## A thin foot, a spike and a dip: the metal band of Ti₂O

Ti2O (CdI2 type, P-3m1, a = 2.951, c = 4.814 Å, 12.11 Å³ per atom) was computed with Ansatz 0.2.0, using r2SCAN, scalar-relativistic plane-wave PAW, no spin polarisation, a 500 eV cutoff, an 18×18×10 k mesh and 0.1 eV Gaussian smearing. The Kohn-Sham states are from tetrahedra on a 27×27×15 mesh, averaged over 0.2 eV bins and counted from the Fermi level; Löwdin projections are summed over sites.

| energy (eV) | density of states total (states/eV/cell) | DOS Ti 3d (states/eV/cell) | DOS O 2p (states/eV/cell) | DOS Ti 4s (states/eV/cell) |
| --- | --- | --- | --- | --- |
| -5.75 | 0 | 0 | 0 | 0 |
| -5.55 | 0 | 0 | 0 | 0 |
| -5.35 | 0 | 0 | 0 | 0 |
| -5.15 | 0 | 0 | 0 | 0 |
| -4.95 | 0 | 0 | 0 | 0 |
| -4.75 | 0 | 0 | 0 | 0 |
| -4.55 | 0 | 0 | 0 | 0 |
| -4.35 | 0 | 0 | 0 | 0 |
| -4.15 | 0.01 | 0 | 0 | 0 |
| -3.95 | 0.05 | 0 | 0 | 0.03 |
| -3.75 | 0.09 | 0 | 0.01 | 0.05 |
| -3.55 | 0.14 | 0.01 | 0.01 | 0.07 |
| -3.35 | 0.2 | 0.02 | 0.02 | 0.11 |
| -3.15 | 0.3 | 0.05 | 0.03 | 0.16 |
| -2.95 | 0.48 | 0.12 | 0.04 | 0.24 |
| -2.75 | 0.85 | 0.32 | 0.06 | 0.38 |
| -2.55 | 1.92 | 1.05 | 0.12 | 0.64 |
| -2.35 | 1.69 | 1.07 | 0.08 | 0.46 |
| -2.15 | 1.51 | 1.09 | 0.05 | 0.31 |
| -1.95 | 1.41 | 1.1 | 0.04 | 0.2 |
| -1.75 | 2.47 | 1.99 | 0.07 | 0.28 |
| -1.55 | 4.59 | 3.84 | 0.11 | 0.32 |
| -1.35 | 3.03 | 2.66 | 0.08 | 0.12 |
| -1.15 | 2.35 | 2.02 | 0.07 | 0.15 |
| -0.95 | 2.9 | 2.44 | 0.14 | 0.17 |
| -0.75 | 2.8 | 2.3 | 0.18 | 0.18 |
| -0.55 | 1.16 | 1.04 | 0.05 | 0.04 |
| -0.35 | 0.9 | 0.83 | 0.03 | 0.02 |
| -0.15 | 0.88 | 0.82 | 0.03 | 0.01 |
| 0.05 | 0.95 | 0.89 | 0.03 | 0.01 |
| 0.25 | 1.23 | 1.16 | 0.04 | 0.01 |
| 0.45 | 1.52 | 1.44 | 0.05 | 0.01 |
| 0.65 | 2.24 | 2.14 | 0.07 | 0.01 |
| 0.85 | 2.61 | 2.49 | 0.09 | 0.01 |
| 1.05 | 3.6 | 3.4 | 0.14 | 0.01 |
| 1.25 | 4.13 | 3.87 | 0.19 | 0.02 |
| 1.45 | 4.49 | 4.16 | 0.26 | 0.02 |
| 1.65 | 4.93 | 4.55 | 0.3 | 0.02 |
| 1.85 | 3.67 | 3.43 | 0.15 | 0.03 |
| 2.05 | 3.59 | 3.32 | 0.13 | 0.04 |

The density of states counts how many electron states the crystal offers per eV. Read upwards from the gap, the total in Ti₂O climbs slowly from about -4.15 eV and jumps at -2.55 eV. It spikes at -1.55 eV, then collapses just before the Fermi level, the energy up to which states are filled. Above that it climbs again. How steeply each band rises through the crystal explains most of this shape, and the number of electrons decides where in it the Fermi level falls.

### Two limits for a band

A band is an energy that varies with the wave vector $k$ of the electron. The allowed wave vectors are evenly spread, so a band that rises steeply puts few states into each eV, and a flat one puts in many. Orbitals that overlap strongly with their neighbours give steep bands. Compact orbitals that overlap weakly give flat ones.

Titanium supplies both kinds. Its 4s orbital is diffuse and reaches out to the neighbouring atoms, whereas its 3d orbitals are compact. The table shows the change from one to the other. Ti 4s leads from -3.95 to -2.75 eV, and Ti 3d leads in every row from -2.55 eV upwards.

### The foot as a nearly free electron

The simplest model of a steep band is an electron that doesn't feel the atoms at all. Its energy above the band bottom is $x=\hbar^2k^2/2m$, with $m$ the electron mass. Counting both spins, a volume $V$ holds $Vk^3/3\pi^2$ states up to the wave vector $k$. Replacing $k$ by $x$ and differentiating gives the density of states

$$g(x)=\frac{V}{2\pi^2}\left(\frac{2m}{\hbar^2}\right)^{3/2}\sqrt{x}.$$

The cell has $V=3\times12.11=36.3$ Å³, and $\hbar^2/2m$ is 3.81 eV Å². The same calculation puts the band bottom at -4.15 eV, so the row at -3.75 eV lies at $x=0.40$ eV. The formula then gives

$$g=\frac{36.3}{2\pi^2}\times3.81^{-3/2}\times\sqrt{0.40}\approx0.16$$

states per eV and cell. The table has 0.09.

No constant was adjusted to the table, so this is a fair test of size. In the five rows from -3.95 to -3.15 eV, the computed density lies between about half and 1.2 times the free-electron one. The foot is thin because it belongs to a single steep band, and because few wave vectors lie close to the bottom of that band.

The shape fits less well than the size, because the computed density grows faster than $\sqrt{x}$. At the very bottom the real band is steeper than a free electron's. Repulsion from the oxygen bands below could cause that, though no column tests it. Higher up the band flattens as 3d character mixes in, and at -2.75 eV the model is already too low by a factor of about three. At the spike the factor is more than eleven.

### Why the rise is uneven

Once 3d takes over, the bands have nearly level stretches. Where a band stays nearly level over a wide range of $k$ in all directions, it piles states into a narrow range of energy. A single level point isn't enough. The bottom of the first band is one, and the density there starts from zero. The band energies of the same run, known here for only 20 of 129 wave vectors, show a level stretch in each of the three lowest metal bands. They don't cover all directions, so the matches that follow are likely rather than proven.

The first band is nearly level between about -2.6 and -2.7 eV, which fits the jump between the rows at -2.75 and -2.55 eV. About two thirds of that jump is 3d. The total then sags until -1.95 eV while the 3d column hardly moves. What falls is Ti 4s, from 0.64 to 0.20, so the sag marks the fading of the s part of the band.

The second band enters next and stays close to -1.55 eV over a long run of the listed wave vectors. There the total reaches 4.59, the highest value among the filled states and 1.7 times the mean of its two neighbours. The third band has its level stretch near -0.75 eV, which fits the upper side of the last hump below the Fermi level. Just above that hump, between -0.75 and -0.55 eV, the total drops by a factor of 2.4.

### Why the dip lies at the Fermi level

Counting electrons shows why the Fermi level falls in the dip. Two titanium atoms bring eight valence electrons, and oxygen needs two of them to complete its p shell. Six are left, and since each band holds two electrons per cell, they are just enough for three metal bands. Summing the table up to the Fermi level returns 6.0 electrons. That is book-keeping rather than a test, because the Fermi level is set by the count.

If the third band ended below the start of the fourth, Ti₂O would have a gap at the Fermi level. At many of the listed wave vectors the two are indeed well apart, by roughly 2 eV at about half of them. Near the centre of the zone of wave vectors, however, the third band rises above the Fermi level and is left partly empty. The electrons missing there must occupy higher bands at other wave vectors, which are not among those listed.

The two sets of bands therefore overlap. The run puts the lowest point of the fourth band almost 1 eV below the highest point of the third, at another wave vector. Even so, few states of either set lie close to the Fermi level, and a dip remains where a gap might have been. The listed wave vectors are too few to show which parts of the zone supply the states in the dip. Only about 0.6 of the six electrons lie above -0.65 eV.

The dip also shows where a simpler picture fails. One might imagine the s band running on steadily beneath the d bands, as a constant background. At -0.15 eV a free-electron band would still give about 0.5 states per eV, yet everything in the total that is not Ti 3d amounts to 0.06. The s band has mixed with the d bands and lost its identity. Its missing upper part presumably lies above the last row, since Ti 4s stays small up to there.

### Where the oxygen is

The rows of zeros up to -4.35 eV belong to a gap between filled bands. The three bands made mainly of O 2p lie beneath it, at -8.7 to -6.4 eV for the listed wave vectors, outside the table. What the O 2p column shows is only the small part that oxygen contributes to the metal bands, about a quarter of an electron up to the Fermi level.

The mixing also works the other way. The three oxygen bands hold six electrons, but only about 4.8 of the electrons below the window are O 2p. The other 1.2 should belong mostly to titanium, and 1.1 electrons of Ti 3d are indeed found there. A further 0.6 of Ti 4s makes the balance overshoot. Part of this probably sits in still deeper bands, which these sums don't separate.

So the formal charge O²⁻ is a reliable guide to how many bands are filled, but not to the charge that sits on the atom. Dividing up the computed electron density by the Bader method gives oxygen a charge of about -1.5.

### Above the Fermi level

Two titanium atoms have ten 3d orbitals between them, and six electrons fill only a few of the resulting bands. Most of the 3d states are therefore empty, which is why the total climbs to 4.93 at 1.65 eV, more than five times its value in the dip. The fall after that row is not the top of the d bands, since all the 3d states up to the end of the table add up to only about 12 of the 20 that ten orbitals offer.

The O 2p share rises from about 3 % in the dip to 6 % at the peak. This would suit states that are antibonding between titanium and oxygen. The filled states at -0.75 eV have the same share, however, so the share alone doesn't settle what the peak is.

### What the dip may mean

For conduction, the states at the Fermi level matter most. They are 94 % Ti 3d, so Ti₂O is a metal through its titanium, with a modest supply of states. This holds for the non-magnetic state that was imposed on the calculation; whether a magnetic arrangement lies lower was not examined. The printed analysis below gives the free-electron comparison row by row, together with the electron counts.

Counting explains why the Fermi level lies where three metal bands would be full, but not why the third and fourth bands keep apart at so many of the listed wave vectors. Titanium atoms face each other across the layer that holds no oxygen, at roughly 2.8 Å, close enough for direct bonds. The three lowest metal bands may be the bonding combinations and the higher ones the rest. A density of states resolved by Ti–Ti bond would decide it, and the table doesn't contain one.

Printed output of the fit:

```
Electrons per cell from -4.15 eV to the Fermi level: 5.994
of these on Ti 3d: 4.598
of these on Ti 4s: 0.7885
of these on O 2p: 0.2455
Electrons per cell below -0.65 eV in the metal bands: 5.358
O 2p electrons below the window: 4.772
Ti electrons expected in the three oxygen p bands, six less O 2p: 1.228
Ti 3d electrons found below the window: 1.136
Ti 4s electrons found below the window: 0.6247
Free-electron DOS from -3.95 to -2.55 eV, states/eV/cell: -3.95 0.1094, -3.75 0.1561, -3.55 0.1914, -3.35 0.2211, -3.15 0.2473, -2.95 0.2709, -2.75 0.2927, -2.55 0.3129
Computed DOS over free-electron DOS, same rows: -3.95 0.4569, -3.75 0.5767, -3.55 0.7314, -3.35 0.9044, -3.15 1.213, -2.95 1.772, -2.75 2.904, -2.55 6.137
Computed over free-electron DOS at -1.55 eV: 11.51
Free-electron DOS at -0.15 eV, states/eV/cell: 0.4948
Computed total less Ti 3d at -0.15 eV, states/eV/cell: 0.06
Ti 4s share of the total from -3.95 to -3.15 eV, percent: 53.16
Rise of the total from -2.75 to -2.55 eV: 1.07
Rise of Ti 3d in that step: 0.73
Spike at -1.55 eV over the mean of its two neighbours, ratio: 1.669
Total at -0.75 eV over total at -0.55 eV, ratio: 2.414
Total at 1.65 eV over total at -0.15 eV, ratio: 5.602
Ti 3d share at 0.05 eV, percent: 93.68
O 2p share at -0.75 eV, percent: 6.429
O 2p share at -0.15 eV, percent: 3.409
O 2p share at 1.65 eV, percent: 6.085
Third to fourth metal band at the zone centre, eV: 0.374
Third to fourth metal band at the fourteenth listed k point, eV: 1.884
```
